**Q.** These are the six lowest vertical singlets of a methoxy-substituted silafluorene, from TDDFT with CAM-B3LYP. I will call them S1 to S6 by row. Why is S4 brighter than S1?

Six lowest vertical singlets of a methoxy-substituted silafluorene (C13H12OSi) in the gas phase, from PySCF 2.14.0 with full linear-response TDDFT at CAM-B3LYP/def2-SVPD, density fitting and a frozen core, at the GFN2-xTB geometry. Hole and electron measures use the normalised X+Y amplitudes; "main from" and "main to" name the leading orbital pair.

| row | singlet state | singlet energy (eV) | singlet oscillator strength | singlet hole electron distance (Å) | singlet exciton size (Å) | singlet orbital overlap lambda | singlet main from | singlet main to |
| --- | --- | --- | --- | --- | --- | --- | --- | --- |
| 1 | 1 | 4.330 | 0.165 | 0.650 | 3.570 | 0.730 | HOMO | LUMO |
| 2 | 2 | 4.910 | 0.092 | 0.090 | 3.460 | 0.680 | HOMO | LUMO+1 |
| 3 | 3 | 5.010 | 0.016 | 0.460 | 3.300 | 0.660 | HOMO-1 | LUMO |
| 4 | 4 | 5.630 | 0.217 | 0.690 | 3.720 | 0.620 | HOMO-2 | LUMO |
| 5 | 5 | 5.980 | 0.104 | 0.690 | 3.680 | 0.690 | HOMO-1 | LUMO+1 |
| 6 | 6 | 6.050 | 0.000 | 0.590 | 3.310 | 0.490 | HOMO-4 | LUMO |

**A.** The oscillator strength is defined as $f=\tfrac23 E|\mu|^2$ in atomic units, with $E$ the singlet energy and $\mu$ the transition dipole, so any ratio of strengths splits into two factors. S4 exceeds S1 by a factor 1.315, of which the energy supplies 1.300 and the squared dipole 1.011. The two states have practically the same dipole, and S4 is brighter because it lies higher. S5 likewise outshines S2, although its dipole is the smaller. S3 is weak through its dipole; since it mixes several orbital pairs, cancellation between their dipoles is a likely cause, but that is a guess.

**Q.** S6 is dark and has the lowest $\lambda$. Is it a charge-transfer state?

**A.** It is not, and the definition of $\lambda$ explains why the number misleads. The orbital overlap $\lambda$ is the overlap of the moduli of the occupied and empty orbitals, weighted by the amplitudes; it tends to 1 when both fill the same space and to 0 when they are disjoint. For S6 it is 0.49, yet the hole electron distance $d$, between the centroids of the two, is an ordinary 0.59 Å. The chance of finding hole and electron on the same atom is the highest of the six.

The same calculation puts the hole of S6 mostly on silicon and its two ring carbons, and turns its tiny transition dipole 87 to 90 degrees away from those of S1 to S5. That marks a $\sigma$(Si–C)$\to\pi^*$ state among five $\pi\to\pi^*$ states. Symmetry argues the rest, if the rings are close to planar. A $\sigma$ orbital is concentrated in the ring plane, where $\pi^*$ has its node, so the moduli overlap less even on shared atoms. The product of the two is odd under reflection in the plane, which removes the in-plane dipole and leaves only a component across the thin direction of the molecule.

**Q.** Then is any of the six charge-transfer or Rydberg?

**A.** Compare with the limits. The exciton size $d_\mathrm{exc}$ is the root-mean-square separation of electron and hole, and with widths $\sigma_h$, $\sigma_e$ and correlation coefficient $R$ it obeys the identity

$$d_\mathrm{exc}^2=d^2+\sigma_h^2+\sigma_e^2-2R\,\sigma_h\sigma_e .$$

In the charge-transfer limit $d^2$ is nearly all of $d_\mathrm{exc}^2$, whereas here it is 3.5% at most. In the Rydberg limit the electron is far wider than the hole, whereas here $\sigma_e/\sigma_h$ runs from 1.02 to 1.18. One case could still hide: a balanced transfer in both directions between the two rings leaves the centroids together. It tends to make $R$ negative, however, and $R$ is positive for all six. They are therefore best read as local valence states, and the statement reaches no higher than S6.

A small distance still changes the permanent dipole of the molecule sizeably, because a whole electron moves. For S1 the 0.65 Å correspond to 3.1 D, which relaxation of the other electrons cuts to 1.9 D. This is a polarised local state, computed in the gas phase.

**Q.** S3 and S6 have nearly the same exciton size. Is the reason the same?

**A.** The identity shows two different reasons. With $R$ set to zero S3 would measure 4.02 Å, as much as S4, and its correlation of 0.33, the largest of the six, pulls it in to the smallest size in the table. S6 would already be small at 3.60 Å, because its hole is compact, and its $R$ is only 0.16. A single orbital pair is a product of hole and electron and has $R=0$, so correlation needs mixed pairs. Mixing permits it without forcing it, for S4 is mixed and has an $R$ as low as that of S1.

**Q.** The HOMO–LUMO gap of this run is 7.08 eV, but S1 lies at 4.33 eV. What makes up the difference?

**A.** Mostly the attraction of electron and hole, and two limits show how the functional enters. In Hartree–Fock the empty orbital feels all $N$ electrons, so the gap $\Delta\varepsilon$ of a pair is the cost of a separated electron and hole, and a singlet lies at $\Delta\varepsilon-J+2K$, with $J$ their Coulomb attraction and $K$ the exchange integral. With no exact exchange the empty orbital already feels roughly $N-1$ electrons, the gap is small, and the $-J$ term is absent from the response. A hybrid with exact-exchange share $c$ keeps $-cJ$. Dropping $2K$ and the semilocal kernel, and replacing $J$ by two point charges one exciton size apart, gives

$$E\approx\Delta\varepsilon-c\,\frac{e^2}{4\pi\varepsilon_0\,d_\mathrm{exc}} .$$

One value, $c=0.677$, was fitted to S1–S5, using for each the gap of the pair in the columns main from and main to; the output after this text lists the residuals. For S1, which is part of the fit, the Coulomb term at its exciton size is 4.03 eV, so

$$E\approx 7.08-0.677\times4.03=7.08-2.73=4.35\ \text{eV},$$

which is 0.02 eV above the computed energy.

**Q.** CAM-B3LYP has about 0.65 exact exchange at that distance. Has the fit recovered it?

**A.** The closeness is suggestive and no more. The rms residual against the TDDFT energies is 0.035 eV, compared with 0.123 eV for a constant shift from gap to energy. That gain comes wholly from S2–S5, whose leading pairs carry weights of only 0.40 to 0.52, so the one-pair formula wins where it is least justified. The fitted $c$ also absorbs two errors of opposite sign: an rms distance underestimates the mean of $1/r$, and the dropped $2K$ raises a singlet.

Averaging the gap over the main pairs of a state is the fairer test. With the same $c$ the model then puts S2 too high by 0.17 eV and S4 too low by 0.23 eV. Part of the good fit is thus luck. The signs are those of level repulsion, since both states share HOMO→LUMO+1 and HOMO-2→LUMO, but two levels alone do not account for the mixing: they predict a leading share of 0.81 within the pair, against 0.75 computed for S2 and only 0.57 for S4.

S6 was left out as a different kind of state, and the model fails on it. Its gap must exceed that from HOMO-3 to LUMO, so the shift is over 3.2 eV, while the model gives 2.94 eV. A small $K$ between $\sigma$ and $\pi^*$ would lower the state in just this way, but I have not tested that cause.

**Q.** What would a functional with less exact exchange do to this series?

**A.** The two limits give the answer in words. The gap and the attraction $cJ$ shrink together, and when hole and electron share the same space, as here, the two changes largely cancel, so the energies should move much less than the gaps. In the charge-transfer limit $J$ is small and $K$ vanishes, nothing offsets the shrinking gap, and the state falls too low. These six states should thus be of the less sensitive kind, which theory argues and a single functional does not show.

**Q.** Which digits and which orderings can I trust?

**A.** The energies are rounded to 0.01 eV, so the third decimal carries nothing. The spacings S2–S3 and S5–S6, 0.10 and 0.07 eV, are real within this calculation. They lie below the usual error of TDDFT, a few tenths of an eV as a rough recalled size, and $\sigma\pi^*$ and $\pi\pi^*$ states need not err alike, so both orders are insecure. The energies are also vertical, at one GFN2-xTB geometry, and linear response misses double excitations, so the state numbers count only what the method finds. The character of S6 and the local nature of all six rest on large contrasts and are safer than any second decimal.

Numerical output:

```
A. f = (2/3)E|mu|^2 (definition); table rounding of f 0.0005
S1: |mu|^2 1.5543 au, f 0.16489 (table 0.165), angle to S6 dipole 87 deg
S2: |mu|^2 0.7666 au, f 0.09221 (table 0.092), angle to S6 dipole 87 deg
S3: |mu|^2 0.1342 au, f 0.01647 (table 0.016), angle to S6 dipole 88 deg
S4: |mu|^2 1.5714 au, f 0.21675 (table 0.217), angle to S6 dipole 87 deg
S5: |mu|^2 0.7074 au, f 0.10364 (table 0.104), angle to S6 dipole 90 deg
S6: |mu|^2 0.0000 au, f 0.00001 (table 0.000), angle to S6 dipole 0 deg
S4/S1: f ratio 1.315, energy factor 1.300, dipole factor 1.011
S5/S2: f ratio 1.130, energy factor 1.218, dipole factor 0.923
B. exciton size (A) from distance, widths, correlation R (identity); rounding 0.005 A
S1: R=0 3.86, R=0.148 3.568 (table 3.57); d^2 share 3.3%; se/sh 1.04; lambda 0.73; same atom 0.079
S2: R=0 3.96, R=0.238 3.458 (table 3.46); d^2 share 0.1%; se/sh 1.06; lambda 0.68; same atom 0.088
S3: R=0 4.02, R=0.330 3.303 (table 3.30); d^2 share 1.9%; se/sh 1.02; lambda 0.66; same atom 0.070
S4: R=0 4.02, R=0.147 3.718 (table 3.72); d^2 share 3.4%; se/sh 1.05; lambda 0.62; same atom 0.073
S5: R=0 4.09, R=0.195 3.682 (table 3.68); d^2 share 3.5%; se/sh 1.09; lambda 0.69; same atom 0.095
S6: R=0 3.60, R=0.160 3.310 (table 3.31); d^2 share 3.2%; se/sh 1.18; lambda 0.49; same atom 0.105
largest distance / mean width 0.25; S6 lambda below lowest of S1-S5 by 0.13
C. shift = leading-pair gap - E (eV), pi-pi* S1-S5; residual = shift - model
fitted c 0.677; constant shift 2.753 eV; CAM-B3LYP share at d_exc 0.648-0.650
S1: weight 0.879, gap 7.079, shift 2.749, e^2/d_exc 4.03; residuals c-fit +0.020, constant -0.004, CAM share +0.130
S2: weight 0.516, gap 7.781, shift 2.871, e^2/d_exc 4.16; residuals c-fit +0.055, constant +0.118, CAM share +0.170
S3: weight 0.498, gap 7.918, shift 2.908, e^2/d_exc 4.36; residuals c-fit -0.045, constant +0.155, CAM share +0.078
S4: weight 0.443, gap 8.227, shift 2.597, e^2/d_exc 3.87; residuals c-fit -0.022, constant -0.156, CAM share +0.082
S5: weight 0.403, gap 8.620, shift 2.640, e^2/d_exc 3.91; residuals c-fit -0.007, constant -0.113, CAM share +0.099
rms: c-fit 0.035, constant 0.123, CAM share 0.117 eV; worst c-fit row S2
rounding allows up to 0.009 eV in a c-fit residual
S2 with weight-averaged gap 7.896: shift 2.986, residual with same c +0.170 eV
S4 with weight-averaged gap 8.023: shift 2.393, residual with same c -0.226 eV
S6 (sigma-pi*, not fitted; HOMO-4 not listed): gap > 9.296, shift > 3.246 eV
S6 model shift 2.943 eV, too small by more than 0.302 eV
S2/S4 two-level: gap difference 0.446, state splitting 0.72 eV, leading share predicted 0.81
leading share within the pair as computed: S2 0.75, S4 0.57
D. dipole change (D); ground-state dipole 1.87 D; no relaxed value for S6
S1: e*d 3.12, unrelaxed 3.14, relaxed 1.91 (61%), xy direction 119 deg, state dipole 3.63
S2: e*d 0.43, unrelaxed 0.41, relaxed 0.11 (26%), xy direction -71 deg, state dipole 1.79
S3: e*d 2.21, unrelaxed 2.18, relaxed 1.58 (72%), xy direction 177 deg, state dipole 3.37
S4: e*d 3.31, unrelaxed 3.30, relaxed 1.74 (53%), xy direction 54 deg, state dipole 2.38
S5: e*d 3.31, unrelaxed 3.31, relaxed 1.96 (59%), xy direction 167 deg, state dipole 3.80
E. spacings (eV): S1-S2 0.58, S2-S3 0.10, S3-S4 0.62, S4-S5 0.35, S5-S6 0.07
rounding of a spacing: up to 0.01 eV
```
